**Problem 1. Premises and reduction (15 marks)**

*State the integral representation of a semiclassical wave near a caustic and reduce it to normal form.*

The classical trajectories of an integrable system lie on a Lagrangian manifold, for bound motion an invariant torus. Where its projection onto the observed variables $x$ is singular, rays coalesce and the ray amplitude diverges. There the wave is written as

$$\psi(x)=\left(\frac{\kappa}{2\pi}\right)^{n/2}\int a(t,x)\,e^{i\kappa\Phi(t;x)}\,d^nt,\qquad \kappa=\mathcal S/\hbar\gg1. \tag{1}$$

$\mathcal S$ is a fixed classical action in J s, so that $\Phi$, $t$, $x$ and $\kappa$ are dimensionless and $\hbar\to0$ means $\kappa\to\infty$. The premises are:

(P1) $\Phi$ and $a$ are smooth and independent of $\hbar$, and $a\neq0$ at the singular point. The rays are the solutions of $\nabla_t\Phi=0$.

(P2) The caustic is structurally stable. The classification theorem of Thom and Arnold, quoted without proof, then supplies smooth, $\hbar$-independent changes of $t$ and $x$ that turn $\Phi$ locally into a polynomial normal form plus a nondegenerate quadratic form in the remaining variables.

A partition of unity isolates the singular point. Regions without stationary points contribute less than any power of $1/\kappa$, by repeated integration by parts. Each quadratic variable gives

$$\sqrt{\kappa/2\pi}\int e^{i\kappa\mu v^2/2}\,dv=|\mu|^{-1/2}e^{i(\pi/4)\,\mathrm{sgn}\mu},$$

which is independent of $\kappa$. An isolated ray therefore has amplitude $O(\kappa^0)$, and this is the reference level for every enhancement below. Only the degenerate variables remain, whose number is the corank. For corank one the normal form $A_k$ is

$$\Phi=t^{k+1}+\sum_{j=1}^{k-1}x_jt^j. \tag{2}$$

A term in $t^k$ is removed by a shift of $t$, and a constant term gives only a phase, so the codimension is $k-1$. The opposite sign of $t^{k+1}$ follows by complex conjugation. The Jacobian of the transformation is absorbed into $a$.

**Problem 2. Indices of $A_k$ (25 marks)**

*Derive the amplitude enhancement and the fringe widths.*

Put $N=k+1$ and $t=\kappa^{-1/N}s$. Then $\kappa t^N=s^N$, $\kappa x_jt^j=\kappa^{1-j/N}x_js^j$ and $dt=\kappa^{-1/N}ds$. Expanding $a=a_0+a_1\kappa^{-1/N}s+\dots$ gives

$$\psi=\frac{a_0}{\sqrt{2\pi}}\,\kappa^{\beta}\left[C_k(\xi_1,\dots,\xi_{k-1})+O(\kappa^{-1/N})\right],\qquad \xi_j=\kappa^{\sigma_j}x_j, \tag{3}$$

$$C_k(\xi)=\int_{-\infty}^{\infty}\exp\Big[i\Big(s^{k+1}+\sum_j\xi_js^j\Big)\Big]ds,\qquad \beta=\frac12-\frac1{k+1},\qquad \sigma_j=1-\frac{j}{k+1}. \tag{4}$$

The integral and its moments are defined by turning the ends of the contour into sectors where $is^N\to-\infty$. They converge there for all $\xi$, so $C_k$ is an entire function containing no $\hbar$. Three statements follow.

(i) At fixed $\xi$ the amplitude scales as $\hbar^{-\beta}$ and the intensity as $\hbar^{-2\beta}$. The exponent is attained because $C_k(0)\ne0$. On the half-line, $s=e^{i\pi/2N}r$ gives $\int_0^\infty e^{is^N}ds=\Gamma(1+1/N)\,e^{i\pi/2N}$. The negative half-line gives the same number for even $N$ and its conjugate for odd $N$. Hence $|C_k(0)|=2\Gamma(1+1/N)$ for even $N$ and $2\Gamma(1+1/N)\cos(\pi/2N)$ for odd $N$.

(ii) Any feature of $C_k$ at fixed $\xi_j$ lies at $x_j=\xi_j\kappa^{-\sigma_j}$, so the fringe width along $x_j$ scales as $\hbar^{\sigma_j}$.

(iii) The control-space volume of the bright region scales as $\hbar^{\gamma}$ with
$$\gamma=\sum_{j=1}^{k-1}\sigma_j=(k-1)-\frac{k(k-1)}{2(k+1)}=\frac{(k-1)(k+2)}{2(k+1)}.$$

| caustic | $k$ | $\beta$ | $\sigma_1,\sigma_2,\dots$ | $\gamma$ | $\lvert C_k(0)\rvert$ |
|---|---|---|---|---|---|
| fold | 2 | 1/6 | 2/3 | 2/3 | 1.547 |
| cusp | 3 | 1/4 | 3/4, 1/2 | 5/4 | 1.813 |
| swallowtail | 4 | 3/10 | 4/5, 3/5, 2/5 | 9/5 | 1.746 |

For the cusp, $C_3$ is the Pearcey function $P(x,y)=\int e^{i(s^4+xs^2+ys)}ds$ with $x=\xi_2$, $y=\xi_1$. Its caustic follows from $4s^3+2xs+y=0$ and $12s^2+2x=0$, which give $x=-6s^2$, $y=8s^3$, or $8x^3+27y^2=0$. Three rays exist inside, where $8x^3+27y^2<0$. The width along the symmetry axis scales as $\hbar^{1/2}$ and the width across it as $\hbar^{3/4}$.

Consistency with ray theory: at fixed $x$ off the caustic $\psi$ must be $O(\kappa^0)$, so $C_k(\kappa^{\sigma}x)$ must decay as $\kappa^{-\beta}$. For the fold, $C_2$ is proportional to an Airy function with envelope $|\xi_1|^{-1/4}$ on the lit side, and $\kappa^{1/6}(\kappa^{2/3}|x_1|)^{-1/4}=|x_1|^{-1/4}$, as required.

**Problem 3. Umbilics (10 marks)**

*Extend the result to corank two.*

Let the germ be quasi-homogeneous: $\Phi_0(\Lambda^{w_1}t_1,\Lambda^{w_2}t_2)=\Lambda\,\Phi_0(t_1,t_2)$. The substitution $t_i=\kappa^{-w_i}s_i$ in (1) with $n=2$ gives the prefactor $\kappa^{1-w_1-w_2}$, and an unfolding term $x\,t_1^{p}t_2^{q}$ acquires the factor $\kappa^{1-pw_1-qw_2}$. Thus $\beta=1-w_1-w_2$ and $\sigma=1-pw_1-qw_2$.

The hyperbolic umbilic $t_1^3+t_2^3$ and the elliptic umbilic $t_1^3-3t_1t_2^2$ have $w_1=w_2=1/3$, so $\beta=1/3$. Two linear terms and one quadratic term give $\sigma=2/3,\,2/3,\,1/3$ and $\gamma=5/3$. The value 1/3 holds for these two only. The parabolic umbilic $t_1^2t_2+t_2^4$ has $w_2=1/4$, $w_1=3/8$ and $\beta=3/8$.

**Problem 4. The cusp of a corrugated mirror (30 marks)**

*Atoms of wavenumber $k$ fall normally on a rigid hard wall $z=\zeta(\mathbf R)$ with a square cell of side $a_s$, $g=2\pi/a_s$, and $\zeta=h f$, $f=\cos X+\cos Y+\epsilon\cos X\cos Y$, where $X$ and $Y$ are $g$ times the Cartesian coordinates along the cell edges and $0<\epsilon<1/\sqrt2$. Locate the cusp and find its amplitude.*

Cusped rainbows of such a mirror were analysed by Berry (1975). In the single-scattering Kirchhoff approximation the phase is $(\mathbf k_i-\mathbf k_f)\cdot\mathbf r$ on the wall. With exit polar angle $\theta$, parallel transfer $\mathbf Q=g(m,n)$ and $q_z=k(1+\cos\theta)$,

$$A_{mn}=\frac1{4\pi^2}\iint_{\rm cell}e^{-i[mX+nY+\kappa f]}\,dX\,dY,\qquad \kappa=q_zh. \tag{5}$$

Here $\mathcal S=\hbar q_zh$ is fixed by the classical momentum transfer. Define $\mathbf u=\mathbf Q/q_z$, so $u=\sin\theta/(1+\cos\theta)=\tan(\theta/2)$. Rays obey $\mathbf u=-\nabla\zeta$. The diffraction probability is $|A_{mn}|^2/\cos\theta$: for one ray, stationary phase in (5) would assign the flux as if $d^2Q=q_z^2\,d^2u$, whereas $d^2Q=k^2\cos\theta\,d\Omega$ and $d^2u=d\Omega/(1+\cos\theta)^2$ give $d^2Q=q_z^2\cos\theta\,d^2u$. This smooth factor does not affect the indices.

*Step 1, symmetry coordinates.* Put $p=(X+Y)/2$, $t=(X-Y)/2$, $dX\,dY=2\,dp\,dt$, $S=(m+n)/\kappa$, $D=(m-n)/\kappa$. Then

$$A=\frac1{2\pi^2}\iint e^{-i\kappa\Phi}dp\,dt,\qquad \Phi=Sp+Dt+2\cos p\cos t+\tfrac{\epsilon}{2}(\cos2p+\cos2t). \tag{6}$$

This is $1/(\pi\kappa)$ times the conjugate of (1) with $n=2$, $a=1$, so a ray contributes $O(\kappa^{-1})$ and a caustic $O(\kappa^{\beta-1})$.

*Step 2, degenerate point.* For $D=0$ the line $t=0$ has $\Phi_t=0$ and $\Phi_{pt}=0$. There $\Phi_p=0$ gives $S=2\sin p\,(1+\epsilon\cos p)$, while $\Phi_{tt}=-2(\cos p+\epsilon)$ and $\Phi_{pp}=-2(\cos p+\epsilon\cos2p)$. The transverse curvature vanishes at $\cos p_0=-\epsilon$. With $s_0=\sin p_0=\sqrt{1-\epsilon^2}$,
$$S_0=2s_0^3,\qquad \lambda=\Phi_{pp}(p_0)=4\epsilon s_0^2>0.$$
The corank is one, and mirror symmetry forbids a $t^3$ term.

*Step 3, expansion.* Let $p=p_0+\delta$, $S=S_0+\Delta S$. The $t^2$ coefficient is $-(\cos p+\epsilon)=s_0\delta+\dots$, and the $t^4$ coefficient is $\cos p_0/12+\epsilon/3=\epsilon/4$. Assigning weights $1/2$ to $\delta$ and $\Delta S$, $1/4$ to $t$ and $3/4$ to $D$, the terms of weight one are
$$\Phi=\Phi_0+p_0\Delta S+\tfrac12\lambda\delta^2+(\Delta S+s_0t^2)\,\delta+\tfrac{\epsilon}{4}t^4+Dt.$$

*Step 4, splitting.* Write $\delta=\eta-(\Delta S+s_0t^2)/\lambda$. The $\delta$ terms become $\tfrac12\lambda\eta^2-(\Delta S+s_0t^2)^2/2\lambda$. The quartic coefficient is $\epsilon/4-s_0^2/2\lambda=\epsilon/4-1/8\epsilon=-b$ with $b=(1-2\epsilon^2)/8\epsilon>0$, and the quadratic one is $-s_0\Delta S/\lambda=-\Delta S/4\epsilon s_0$.

*Step 5, integration.* The $\eta$ integral gives $\sqrt{2\pi/\kappa\lambda}\,e^{-i\pi/4}$. With $t=(\kappa b)^{-1/4}s$,

$$|A_{\rm cusp}|=\frac1{2\pi^2}\sqrt{\frac{2\pi}{\kappa\lambda}}\,(\kappa b)^{-1/4}|P(x,y)|,\qquad x=\frac{\kappa^{1/2}\Delta S}{4\epsilon s_0b^{1/2}},\qquad y=-\frac{\kappa^{3/4}D}{b^{1/4}}. \tag{7}$$

The amplitude scales as $\kappa^{-3/4}=\kappa^{-1}\kappa^{1/4}$, and the widths as $\kappa^{-1/2}$ and $\kappa^{-3/4}$, which are the cusp indices. The three-ray region is $\Delta S<0$, so the cusp points away from the surface normal. At $x=y=0$ the phase is $-\kappa\Phi_0-\pi/4+\pi/8$.

*Step 6, the fourth ray.* The function $2\sin p\,(1+\epsilon\cos p)$ has one maximum $S_{\max}$ on $(0,\pi)$, which is the outer fold, and $p_0$ lies beyond it. A second root $p_1<p_0$ of $S=S_0$ is an isolated ray with $\Phi_{pp},\Phi_{tt}<0$. Rays with $\sin t\neq0$ require $\cos p=-\epsilon\cos t$ and have $S=2s_0^2\cos t\sqrt{1-\epsilon^2\cos^2t}<S_0$, so no other ray arrives. Two Gaussian integrals give
$$A_{\rm ray}=\frac{e^{-i\kappa\Phi_1+i\pi/2}}{\pi\kappa\sqrt{\Phi_{pp}\Phi_{tt}}},\qquad \Phi_1=\Phi(p_1,0).$$

*Step 7, first correction at the cusp point.* The terms of weight $3/2$ are $V=c_3\delta^3-\tfrac{\epsilon}{2}\delta^2t^2-\tfrac{s_0}{12}\delta t^4-\tfrac{\epsilon}{24}t^6$ with $c_3=s_0(1-4\epsilon^2)/3$. Insert $\delta=\eta-\nu t^2$, $\nu=1/4\epsilon s_0$. The part even in $\eta$ is $e_6t^6+e_2\eta^2t^2$ with
$$e_6=-c_3\nu^3-\tfrac{\epsilon}{2}\nu^2+\tfrac{s_0}{12}\nu-\tfrac{\epsilon}{24},\qquad e_2=-3c_3\nu-\tfrac{\epsilon}{2}.$$
The moments under the leading integrand are $\langle\eta^2\rangle=-i/\kappa\lambda$, $\langle t^2\rangle=\Gamma(\tfrac34)e^{i\pi/4}/[\Gamma(\tfrac14)\sqrt{\kappa b}]$ and $\langle t^6\rangle=3i\langle t^2\rangle/4\kappa b$. The relative correction is
$$r=-i\kappa\langle V\rangle=\langle t^2\rangle\left[\frac{3e_6}{4b}-\frac{e_2}{\lambda}\right]=O(\kappa^{-1/2}). \tag{8}$$
The generic $O(\kappa^{-1/4})$ term of (3) is absent here by mirror symmetry.

*Step 8, the limit $\epsilon=0$.* Then (5) factorises and $|A_{mn}|=|J_m(\kappa)J_n(\kappa)|$. At $m=n=\kappa$ and $X=\pi/2+v$, $X+\cos X=\pi/2+v^3/6+\dots$, and likewise for $Y$. The germ is a sum of two cubes, the hyperbolic umbilic. Each factor is $(2/\kappa)^{1/3}\mathrm{Ai}(0)$, so $|A|\propto\kappa^{-2/3}=\kappa^{-1}\kappa^{1/3}$, confirming $\beta=1/3$.

**Problem 5. Validity and numbers for Na on LiF(001) (20 marks)**

*Range of validity.* The indices hold as $\kappa\to\infty$ at fixed $\xi$, within a neighbourhood where one normal form applies. They describe one coherent, elastic wave. For the mirror this requires the following.

(a) Separation from the next singularity. For small $\epsilon$, $\lambda\simeq4\epsilon$ and $\Phi_{ppp}\simeq2$ put the fourth ray at $\delta=-4\epsilon$, with $\Phi_1-\Phi_0\simeq32\epsilon^3/3$. The cusp law needs $\kappa(\Phi_1-\Phi_0)\gg1$. Otherwise the umbilic law applies.

(b) Single scattering. A ray reflected from slope $u$ rises with slope $(1-u^2)/2u$, which exceeds every surface slope if all slopes are below $1/\sqrt3=0.577$.

(c) Sampling. The pattern is an envelope read off at integer $(m,n)$.

(d) A rigid wall with no attractive well.

*Inputs.* The compiled lattice constant is $a=0.4028$ nm (NSF PAR), so $a_s=a/\sqrt2=0.2848$ nm and $g=2.206\times10^{10}$ m$^{-1}$. The Na mass is 22.99 u. The corrugation is illustrative: $h=10$ pm, chosen to satisfy (b), and $\epsilon=0.30$, chosen to satisfy (a). The energy is chosen so that the cusp falls on the order $(20,20)$.

*Geometry.* $s_0=0.9539$, $S_0=1.736$, $\lambda=1.092$, $b=0.3417$, $p_0=1.875$. Then $\kappa=40/S_0=23.04$ and $q_z=2.304\times10^{12}$ m$^{-1}$. The direction follows from $u=ghS_0/\sqrt2=0.2708$, so $\theta=30.3^\circ$ and $\cos\theta=0.8633$. Hence $k=1.236\times10^{12}$ m$^{-1}$ and $E=\hbar^2k^2/2M_{\rm Na}=2.23\times10^{-19}$ J (1.39 eV). Slopes are bounded by $\sqrt2gh(1+\epsilon)=0.41$, so (b) holds.

*Amplitudes.* With $(\kappa b)^{1/4}=1.675$ and $\sqrt{2\pi/\kappa\lambda}=0.4997$, (7) gives $|A_{\rm cusp}|=0.0274$. The fourth ray has $p_1=0.8012$, $\sqrt{\Phi_{pp}\Phi_{tt}}=1.654$ and $|A_{\rm ray}|=0.0084$. The cusp exceeds the ray by 3.3 in amplitude and 11 in intensity. This ratio grows only as $\kappa^{1/4}\propto E^{1/8}$. In (8), $e_6=-0.193$, $e_2=-0.683$, the bracket is 0.202 and $|r|=0.024$. The phase gap is $\kappa(\Phi_1-\Phi_0)=5.64$, so (a) holds moderately. The ray leads the cusp term by $-5.64+5\pi/8+2\pi=2.61$ rad and interferes destructively. The sum is $|A_{20,20}|=0.021$, a probability of $5\times10^{-4}$. The remaining corrections are of relative order $1/\kappa=0.04$, so two figures are the limit for the amplitude.

*Fringe scales.* Unit steps in $x$ and $y$ correspond to $\Delta S=0.139$ and $D=0.073$. The map from $\mathbf u$ to direction is conformal with scale $2/(1+u^2)=1+\cos\theta$, and the components of $\mathbf u$ along and across the diagonal are $ghS/\sqrt2$ and $ghD/\sqrt2$. The conversion factor is 0.291 rad, giving 41 mrad along the axis and 21 mrad across it. In orders these are $\kappa\cos\theta\,\Delta S=2.8$ in $m+n$ and $\kappa D=1.7$ in $m-n$. Each combination steps by 2 when the other is fixed, so the grid is $\Delta x=0.72$, $\Delta y=1.2$, which is coarse across the axis. The outer fold at $S_{\max}=2.082$ lies only 2.5 units of $x$ away, which limits (7) to the central part of the pattern. For $\epsilon=0.10$ at the same $\kappa$ the phase gap would be about 0.25 and the corner would be an umbilic.

*Neglected physics.* A well of assumed depth $1.6\times10^{-20}$ J (0.1 eV) raises $k$ at the wall by 3.5 % and refracts the exit ray outward by 21 mrad. This rivals the fringe scales but is a smooth map, so it moves the cusp without changing the indices. Lattice motion is more serious. A one-mass Debye model with the F mass 19.00 u and the compiled bulk Debye temperature 732 K (Råsander 2015) gives the zero-point value $\langle u_z^2\rangle=3\hbar^2/4M_{\rm F}k_B\Theta$, an rms displacement of 5.1 pm, half of $h$. The impulsive Debye–Waller exponent is $q_z^2\langle u_z^2\rangle=1.4\times10^2$. Uncorrelated displacements of ions $a_s$ apart give an rms slope of 0.025 and an angular blur of 47 mrad, larger than both fringe scales, and thermal motion increases it. A head-on collision with a free F mass transfers the fraction $4\mu/(1+\mu)^2=0.99$ of the energy, with $\mu=M_{\rm Na}/M_{\rm F}$.

The figures 3.3, 41 mrad and 21 mrad are therefore the rigid-mirror model's, not those of Na on LiF. The corrugation typical of He on LiF(001) is roughly 30 pm in this parametrisation, about three times the $h$ used, with a second harmonic typically much weaker than $\epsilon=0.30$, which favours the umbilic form of the corner. By the estimates above the model overstates the elastic intensity by many orders of magnitude, and a real Na beam would show at most a broadened rainbow whose height is set by the incoherent blur and not by $\hbar^{-1/2}$.